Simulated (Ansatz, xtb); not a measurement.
# CH4NSi+: which of two isomers lies lower

We compare X, `C[NH+]=[Si]`, a singlet, with Y, `C#[N+][SiH3]`, a singlet. Both are isolated ions in the gas phase, relaxed with PBE0-D3(BJ)/def2-SVP.

Quicker runs give these differences E(Y) − E(X): GFN2-xTB +0.796 eV; HF/STO-3G +0.776 eV (at GFN2-xTB geometries); r2SCAN-D4/def2-SVP +0.241 eV (at GFN2-xTB geometries).

**Question.** Estimate E(Y) − E(X) at the level CCSD(T)/def2-TZVPP.

**Answer.** Calculated at CCSD(T)/def2-TZVPP: E(Y) − E(X) = +0.082 eV, so structure X lies lower.

Level by level:

```json
{"level": "GFN2-xTB", "geometry": "GFN2-xTB", "E(Y) − E(X) (eV)": "+0.796", "departure from the last row (eV)": "+0.714", "job, with rough time for the two": "optimisation, 0.34 s"}
{"level": "HF/STO-3G", "geometry": "GFN2-xTB", "E(Y) − E(X) (eV)": "+0.776", "departure from the last row (eV)": "+0.694", "job, with rough time for the two": "single point, 0.78 s"}
{"level": "r2SCAN-D4/def2-SVP", "geometry": "GFN2-xTB", "E(Y) − E(X) (eV)": "+0.241", "departure from the last row (eV)": "+0.160", "job, with rough time for the two": "single point, 6 s"}
{"level": "PBE0-D3(BJ)/def2-SVP", "geometry": "PBE0-D3(BJ)/def2-SVP", "E(Y) − E(X) (eV)": "+0.358", "departure from the last row (eV)": "+0.276", "job, with rough time for the two": "optimisation, 59 s"}
{"level": "HF/def2-TZVPP", "geometry": "PBE0-D3(BJ)/def2-SVP", "E(Y) − E(X) (eV)": "−0.154", "departure from the last row (eV)": "−0.236", "job, with rough time for the two": "part of the CCSD(T) run"}
{"level": "MP2/def2-TZVPP", "geometry": "PBE0-D3(BJ)/def2-SVP", "E(Y) − E(X) (eV)": "−0.016", "departure from the last row (eV)": "−0.098", "job, with rough time for the two": "part of the CCSD(T) run"}
{"level": "CCSD(T)/def2-TZVPP", "geometry": "PBE0-D3(BJ)/def2-SVP", "E(Y) − E(X) (eV)": "+0.082", "departure from the last row (eV)": "", "job, with rough time for the two": "single point, 78 s"}
```

As drawn, Y has 1 C≡N, 1 N–Si, 3 Si–H in place of 1 C–N, 1 N=Si, 2 C–H, 1 N–H.

HF/def2-TZVPP puts the two in the other order. MP2/def2-TZVPP finds them nearly level. The largest departure from CCSD(T)/def2-TZVPP is that of GFN2-xTB, 0.714 eV.

With harmonic frequencies from PBE0-D3(BJ)/def2-SVP (ideal gas, rigid rotor, one conformer each, 298.15 K, 1 atm): on the last row, ΔE + ΔZPE = −0.190, ΔH = −0.182, ΔG = −0.155 eV. The zero-point term alone reverses the order. The free energy reverses the electronic order.

The correlated steps freeze 7 core orbitals. Programs: Ansatz 0.2.0, xtb 6.7.1; the last row on 1 thread of AMD EPYC (Zen 3) on a shared host.

The electronic preference for X is slight, and it doesn't carry over to the vibrating molecule: Y is favoured at room temperature, with ΔG = −0.155 eV. The two ions divide their bonding differently. X keeps strong C–H and N–H bonds but leaves silicon divalent, with a lone pair and vacant 3p character partly filled by nitrogen π donation. Y is in essence a silylium ion captured by the nitrogen lone pair of HCN, with tetravalent silicon and an intact C≡N bond. Moving hydrogen from carbon and nitrogen to silicon replaces stiff bonds with softer ones, which explains the lower zero-point energy of Y.

In the larger basis, correlation shifts the balance towards X, probably because the silicon lone pair can correlate into low-lying empty 3p orbitals. The electronic order is therefore a close call that a larger basis could still alter, whereas the thermal preference for Y has more margin. Neither result shows how readily the ions interconvert, since that requires several hydrogen shifts whose barriers are unknown.
